Dear colleague,

The hump in $C/T^3$ of vitreous SiO$_2$ is often summarised by a single Einstein oscillator on a Debye background. Here is what that form can carry: its limits, the crossovers between them, and how far the fitted frequency and mode count can be trusted.

**The formula and its dimensions**

Take $N_E$ independent harmonic modes of one angular frequency $\omega_E$. In Einstein's model of 1907 every atom of the solid contributes three, so $N_E=3N$ for $N$ atoms. For the excess modes of a glass $N_E$ is a free number far below $3N$. The heat capacity per mode can depend on $\omega_E$, $T$, $\hbar$ and $k_B$. These five quantities involve three dimensions (energy, time, temperature), which leaves two groups: $C_V/N_Ek_B$ and $x=\hbar\omega_E/k_BT=\theta_E/T$. Without $\hbar$ no group contains $\omega_E$, so a classical oscillator has a constant heat capacity. All structure in $T$ is quantum and scales with $\theta_E$ alone.

The mean energy is $U=N_E\hbar\omega_E\left[\tfrac12+1/(e^x-1)\right]$. With $dx/dT=-x/T$,

$$C_V=N_Ek_B\,\mathcal E(x),\qquad \mathcal E(x)=\frac{x^2e^x}{(e^x-1)^2}=\left[\frac{x/2}{\sinh(x/2)}\right]^2 .$$

**Small and large $x$**

At high temperature

$$\mathcal E=1-\frac{x^2}{12}+\frac{x^4}{240}-\frac{x^6}{6048}+\dots$$

The nearest poles of $\mathcal E$ lie at $x=\pm2\pi i$, so the series converges only for $T>\theta_E/2\pi$. The classical value 1 is reached within 1 % for $x<0.347$, and the two-term form is good to 1 % for $x<1.22$.

At low temperature expand in $e^{-x}$:

$$\mathcal E=x^2\sum_{n\ge1}n\,e^{-nx}=x^2e^{-x}\left(1+2e^{-x}+3e^{-2x}+\dots\right).$$

This sum converges for every $x>0$. The leading term equals $\mathcal E\,(1-e^{-x})^2$, so it lies below $\mathcal E$, by less than 1 % once $x>5.30$. Between the two regimes, $\mathcal E=\tfrac12$ at $x=2.98$, that is $T=0.335\,\theta_E$.

**The peak**

Since $T=\theta_E/x$, we have $C_V/T^p\propto x^{p+2}/\sinh^2(x/2)$. The logarithmic derivative with respect to $\ln x$ is $p+2-x\coth(x/2)$, so the maximum obeys

$$x\coth(x/2)=p+2 .$$

The left side rises monotonically from 2 as $2+x^2/6-x^4/360$. Hence $C_V$ itself ($p=0$) has no maximum, and each $p>0$ has exactly one. For small $p$ the root is $x\simeq\sqrt{6p}\,(1+p/20)$. For large $p$ it is $x\simeq(p+2)\left[1-2e^{-(p+2)}\right]$. The roots are 2.576 for $p=1$, 3.830 for $p=2$, and for $p=3$

$$x^*=4.928,\qquad T_m=\theta_E/4.928 .$$

The large-$p$ estimate gives 4.933. The peak belongs to the frozen-out side: there $x^2e^{-x}$ is only 1.4 % low, while $1-x^2/12$ gives $-1.02$ and is useless.

Define $G(x)=x^3\mathcal E(x)$, so that $C_V/T^3=N_Ek_B\,G/\theta_E^3$. At the peak $\mathcal E^*=0.1784$ and $G^*=21.35$:

$$\left.\frac{C_V}{T^3}\right|_{\max}=21.35\,\frac{N_Ek_B}{\theta_E^3}=0.1784\,\frac{N_Ek_B}{T_m^3}.$$

The position scales as $\theta_E$ and the height as $N_E\theta_E^{-3}$. Stiffening the modes by 10 % at fixed number lowers the hump by 25 %. A mode count read from the height inherits three times the relative uncertainty of $T_m$.

The shape has no free parameter. With $L=\ln G$ and primes for $d/d\ln x$, $L'=5-x\coth(x/2)$ and $L''=2\mathcal E-x\coth(x/2)$. At the peak $L''=-\kappa$ with $\kappa=5-2\mathcal E^*=4.643$, and $L'''=-(5+4\mathcal E^*)=-5.714$. The half-heights lie at $T/T_m=0.610$ and 1.86. The cold flank falls as $x^5e^{-x}$ and the warm flank as $T^{-3}$.

**Inputs for silica**

I write the heat capacity per kilogram as
$$c=a_1T+a_DT^3+n_Ek_B\,\mathcal E(\theta_E/T),$$
with a linear term for tunnelling states, a Debye term for sound waves, and $n_E$ excess modes per kilogram. All of the following inputs are typical values:

- density $\rho=2200$ kg m$^{-3}$, molar mass $M=0.06008$ kg mol$^{-1}$;
- sound speeds $v_L=5800$ m s$^{-1}$ and $v_T=3800$ m s$^{-1}$;
- $a_1=1.2$ mJ kg$^{-1}$ K$^{-2}$, here assumed to hold at all $T$;
- peak position $T_m=10$ K and total height 4.0 mJ kg$^{-1}$ K$^{-4}$.

The last two fix $\theta_E$ and $n_E$. They were chosen so that the model reproduces the typical hump, and its position and height therefore test nothing.

Sound waves have the density of states $g_D=\omega^2S/2\pi^2\rho$ per kilogram, with $S=v_L^{-3}+2v_T^{-3}=4.157\times10^{-11}$ s$^3$ m$^{-3}$. This gives
$$a_D=\frac{2\pi^2}{15}\frac{k_B^4S}{\hbar^3\rho}=0.770\ \text{mJ kg}^{-1}\text{K}^{-4}.$$
With the cutoff set by three modes for every atom, $9N_A/M=9.02\times10^{25}$ modes per kilogram, the Debye temperature is $\theta_D=501$ K. The cutoff lowers the Debye term below $a_DT^3$ by a fraction of only $2\times10^{-4}$ at 30 K, so in $c/T^3$ it is a constant. A constant does not move the maximum.

Then $\theta_E=49.3$ K (the third digit is carried for arithmetic only), $\hbar\omega_E=6.8\times10^{-22}$ J and $\omega_E/2\pi=1.0$ THz. The excess height is $4.0-0.770=3.23$ mJ kg$^{-1}$ K$^{-4}$, so $n_Ek_B=18.1$ J kg$^{-1}$ K$^{-1}$ and $n_E=1.31\times10^{24}$ kg$^{-1}$. This is a fraction $f=1.5$ % of all modes, one mode for every 23 atoms. The Dulong–Petit value $9R/M$ is $1.25\times10^3$ J kg$^{-1}$ K$^{-1}$, so the saturation of the excess modes is a small step on a steeply rising background. The total number of modes is fixed, and I take the excess as drawn from frequencies that are frozen out below 30 K.

In kelvin, the model's Einstein term is classical to 1 % above 142 K, follows the two-term series above 40 K, is half excited at 17 K, and follows $x^2e^{-x}$ below 9.3 K. The high-temperature series diverges below 7.8 K. The half-heights of the excess lie at 6.1 K and 18.6 K.

A calorimeter gives $c_p$. With the Grüneisen parameter $\gamma$ and the bulk modulus $B$, $c_p/c_V-1=\gamma^2Tc_V\rho/B$, and $B/\rho=v_L^2-\tfrac43v_T^2=1.44\times10^7$ m$^2$ s$^{-2}$. An assumed generous $|\gamma|=10$ and $c_V=4.0$ J kg$^{-1}$ K$^{-1}$ at 10 K give $2.8\times10^{-4}$, which I drop.

**Weight against the Debye background**

Per mode the Debye law reads $(4\pi^4/5)\,k_B(T/\theta_D)^3$. The ratio of excess height to background is therefore
$$r=\frac{5G^*}{4\pi^4}\,f\left(\frac{\theta_D}{\theta_E}\right)^3=0.274\,f\left(\frac{\theta_D}{\theta_E}\right)^3 .$$
The cube is why so few modes are visible. Here $(\theta_E/\theta_D)^3=9.5\times10^{-4}$, and $r=1$ needs only $f=0.35$ %. The model has $r=3.23/0.770=4.2$.

For $r<1$ the hump is a bump of relative height $r$ at the same $T_m$, and the Debye term dominates everywhere. For $r>1$ the two terms cross where $G(x)=G^*/r$. Just above $r=1$ the crossings sit at $\ln(T/T_m)\simeq\pm\sqrt{2\ln r/\kappa}$. For large $r$ they behave differently. On the warm side $G\simeq x^3(1-x^2/12)$ gives $x\simeq x_0(1+x_0^2/36)$ with $x_0=(G^*/r)^{1/3}$, so the crossing temperature grows as $r^{1/3}$. Here $x_0=1.72$, which gives 28.7 K at leading order and 26.5 K with the correction, against 26.0 K from the full equation. On the cold side $x-5\ln x\simeq\ln(r/G^*)$, and the crossing moves only logarithmically: it lies at 5.0 K, and a tenfold larger $r$ brings it to 3.6 K.

**The linear term**

The term $a_1/T^2$ does tilt the curve. Its group is $\eta=a_1\theta_E/n_Ek_B$. Setting $d(c/T^3)/d\ln T=0$ gives
$$\eta=\tfrac12\,x\,\mathcal E(x)\left[x\coth(x/2)-5\right].$$
The right side is zero at $x^*$, rises to a maximum of 0.32 and decays exponentially. For $\eta>0.32$ there is no stationary point and the hump is only a shoulder. For smaller $\eta$ there are two. The maximum shifts by
$$\delta\ln T_m\simeq-\frac{2\eta}{\kappa\,x^*\mathcal E^*}=-0.490\,\eta ,$$
and a minimum appears at large $x$, where $x^3(x-5)e^{-x}\simeq2\eta$. The model has $\eta=3.3\times10^{-3}$. The peak shifts by $-0.16$ %, which is negligible, and the minimum lies at $x=15.6$, near 3 K. The linear and Debye terms are equal at $\sqrt{a_1/a_D}=1.2$ K.

The last three columns below give $c/T^3$ in mJ kg$^{-1}$ K$^{-4}$. The total includes $a_D$, and its value at 10 K is the fitted one.

| $T$ (K) | $x$ | $\mathcal E$ | linear | Einstein | total |
|---|---|---|---|---|---|
| 3 | 16.4 | $2.0\times10^{-5}$ | 0.133 | 0.013 | 0.92 |
| 5 | 9.9 | $5.1\times10^{-3}$ | 0.048 | 0.74 | 1.6 |
| 10 | 4.9 | 0.18 | 0.012 | 3.2 | 4.0 |
| 20 | 2.5 | 0.62 | 0.003 | 1.4 | 2.2 |
| 30 | 1.6 | 0.80 | 0.001 | 0.54 | 1.3 |

**Spread of frequencies**

The neglected effect that matters most is the width of the excess band. For any harmonic density of states $g(\omega)$ per kilogram, $c=k_B\int g\,\mathcal E\,d\omega$. Since $xT=\hbar\omega/k_B$,
$$\frac{c}{T^3}=\frac{k_B^4}{\hbar^3}\int d\ln\omega\;\frac{g(\omega)}{\omega^2}\,G\!\left(\frac{\hbar\omega}{k_BT}\right).$$
So $c/T^3$ is $g/\omega^2$ smoothed on a logarithmic axis by the kernel $G$. The area of the kernel is $4\pi^4/15=25.98$, which with $g_D$ returns $a_D$. Its width near the top is $\kappa^{-1/2}=0.46$ in $\ln\omega$, and this is the resolution of the calorimeter.

Let $\ln\theta$ of the $n_E$ modes be Gaussian about $\ln\theta_0$ with variance $\sigma^2$. Completing the square shows that $g/\omega^2$ is Gaussian in $\ln\theta$ with the same variance, centred on $\theta_c=\theta_0e^{-3\sigma^2}$, with total weight $n_E\theta_c^{-3}e^{-9\sigma^2/2}$ in temperature units.

For $\sigma\ll0.46$ the smoothed kernel is $G+\tfrac12\sigma^2G''$ with $x=\theta_c/T$. At $x^*$, $G''=-\kappa G$ and $G'''=L'''G$, so the maximum moves by $\delta\ln x=\sigma^2L'''/2\kappa$:
$$T_m\simeq\frac{\theta_c}{4.928}\left(1+0.615\,\sigma^2\right).$$
The height is $n_Ek_BG^*\theta_c^{-3}\left[1-(9+\kappa)\sigma^2/2\right]$. Multiplying by $T_m^3$,
$$T_m^3\left.\frac{c}{T^3}\right|_{\max}\simeq0.1784\,n_Ek_B\left(1-4.98\,\sigma^2\right),$$
where $4.98=(9+\kappa)/2-3\times0.615$. A single-frequency reading thus undercounts the modes. To first order it does so by 5 % at $\sigma=0.1$ and by 20 % at $\sigma=0.2$, where the position moves by only 2.5 %.

For $\sigma\gg0.46$ the kernel is the narrow factor, and the peak sits at its mean. The moments are $\int_0^\infty x^{s}G\,d\ln x=\Gamma(5+s)\,\zeta(4+s)$, so $\langle\ln x\rangle=\psi(5)+\zeta'(4)/\zeta(4)=1.442$, with $\psi$ the digamma function, and $T_m\to\theta_c/4.23$. The limiting conversion factor is 14 % below the Einstein one. For $T_m=10$ K the centre of the excess $g/\omega^2$ is then 42 K or 0.88 THz in place of 49 K or 1.0 THz. In this limit the mode count is set by the tail factor $e^{9\sigma^2/2}$ and the height alone no longer determines it.

**What the fit is worth**

The frequency is the robust number. In the model it lies near 0.9 to 1.0 THz in both limits of the width, and it marks the maximum of the excess $g/\omega^2$, not of $g$, whose modes have their median higher by the factor $e^{3\sigma^2}$. The model's 1.5 % of modes should be read as an undercount for a band of this form. The shape is the real test, since half-heights of the excess outside $0.610\,T_m$ and $1.86\,T_m$ signal a band rather than a line. As typical knowledge and not as a measurement, the hump of vitreous silica is broader than this model's, which lies too low on both flanks: by a factor of roughly two to three near 3 K and by some tens of per cent at 20 to 30 K. An exponentially closing gap cannot supply heat capacity at 3 K, so for that range use the smoothing integral with a continuous $g(\omega)$ and keep the Einstein term for locating the peak.